## Esaki–Tsu drift from two miniband averages

**Model.** Take one miniband of width $\Delta$ in a superlattice of period $d$:

$$E(k)=\frac{\Delta}{2}(1-\cos kd),\qquad v(k)=\frac1\hbar\frac{dE}{dk}=v_0\sin kd,\qquad v_0=\frac{\Delta d}{2\hbar}.$$

The field, of magnitude $F$, points along $-z$, so electrons (charge $-e$) obey $\hbar\dot k=+eF$. In-plane motion separates. With one relaxation time $\tau$, the distribution $f(k)$, normalised to 1 over the zone, obeys

$$\partial_t f+\frac{eF}{\hbar}\,\partial_k f=-\frac{f-f_0}{\tau},\qquad f_0\propto e^{x\cos kd},\qquad x=\frac{\Delta}{2k_BT},$$

where $f_0$ is the nondegenerate equilibrium.

**Two basis functions suffice.** Velocity needs only $S=\langle\sin kd\rangle$ and energy only $C=\langle\cos kd\rangle$. In the Wannier basis $C+iS$ is the density-matrix element between adjacent wells, summed along the chain. Multiply the kinetic equation by $\cos kd$ or $\sin kd$ and integrate by parts. Periodicity removes the boundary terms. With $\omega_B=eFd/\hbar$,

$$\dot C=-\omega_BS-\frac{C-C_0}{\tau},\qquad \dot S=\omega_BC-\frac{S}{\tau},\qquad C_0=\frac{I_1(x)}{I_0(x)},$$

where $I_m$ are modified Bessel functions. The pair closes without truncation. In steady state, with $u=\omega_B\tau$, $S=uC$ and $C=C_0-uS$, so

$$C=\frac{C_0}{1+u^2},\qquad v_d=v_0S=\frac{\Delta d}{2\hbar}\,\frac{I_1(x)}{I_0(x)}\,\frac{u}{1+u^2}.$$

**Comparison with the full solution.** The steady distribution is $f(k)=\int_0^\infty e^{-s/\tau}f_0(k-eFs/\hbar)\,ds/\tau$. It gives $\langle e^{imkd}\rangle=[I_m(x)/I_0(x)]/(1-imu)$. A cosine band draws current from $m=1$ alone, whose imaginary part is $S$ above, so the two-variable result is exact for this kinetic equation. For $x\to\infty$, $C_0\to1$, the form of Esaki and Tsu (1970). For small $x$, $C_0\approx\Delta/4k_BT$.

**Negative differential conductivity.** The differential mobility is

$$\frac{dv_d}{dF}=\mu_0\frac{1-u^2}{(1+u^2)^2},\qquad \mu_0=\frac{v_0C_0}{F_c},\qquad F_c=\frac{\hbar}{ed\tau}.$$

The velocity peaks at $F=F_c$ ($u=1$) with $v_p=v_0C_0/2$, independent of $\tau$. The slope is most negative, $-\mu_0/8$, at $u=\sqrt3$. Above $F_c$ electrons are driven into the negative-mass half of the zone and Bragg-reflect before scattering, so $v_d$ falls towards $1/F$ behaviour.

**InGaAs/InAlAs at 77 K.** Assumed inputs: $d=8$ nm, $\Delta=30$ meV, $\tau=0.1$ ps, in-plane mass $m_\parallel=0.045\,m_0$, density $n=5\times10^{15}$ cm$^{-3}$. Then $k_BT=6.64$ meV, $x=2.26$, $C_0=0.736$ and $v_0=1.82\times10^7$ cm/s. The model gives:

| $u$ | $F$ (kV/cm) | $v_d$ ($10^6$ cm/s) |
|---|---|---|
| 0.25 | 2.1 | 3.2 |
| 0.5 | 4.1 | 5.4 |
| 1 | 8.2 | 6.7 |
| 2 | 16 | 5.4 |

The model's low-field mobility is $\mu_0=1.6\times10^3$ cm²/V·s, its steepest slope $-2.0\times10^2$ cm²/V·s at 14 kV/cm, and its peak current density $env_p=5.4$ kA/cm², directed along the field. At the peak the Bloch frequency $\omega_B/2\pi$ is 1.6 THz.

**Limits.**

- Statistics: the effective density of states, spin included, is $N=(m_\parallel k_BT/\pi\hbar^2d)\,e^{-x}I_0(x)=4.5\times10^{16}$ cm$^{-3}$. The band-bottom occupation $n/N=0.11$ supports Boltzmann statistics.
- Semiclassical scattering needs $eFd$ and $\hbar/\tau$ well below $\Delta$. At the peak both are 6.6 meV, or $0.22\,\Delta$, so two figures are the most the outputs support, and the last table row is the least reliable.
- A uniform field is unstable where $dv_d/dF<0$. Sufficiently long or heavily doped stacks form field domains, and the terminal current then departs from $env_d$.
- Elastic back-scattering ($k\to-k$, from interface roughness, alloy disorder and dopants) damps $S$ but not $C$. With time $\tau_v$ for $S$ and $\tau_\varepsilon$ for $C$, the same algebra gives $v_d=v_0C_0\,\omega_B\tau_v/(1+\omega_B^2\tau_v\tau_\varepsilon)$. The peak sits at $\omega_B\sqrt{\tau_v\tau_\varepsilon}=1$ and shrinks by $\delta=\sqrt{\tau_v/\tau_\varepsilon}$. A typical $\delta$ for III–V superlattices is roughly 0.5, so the single-time model overestimates the peak velocity by about a factor of two. With that $\delta$ the model's peak becomes $3.4\times10^6$ cm/s.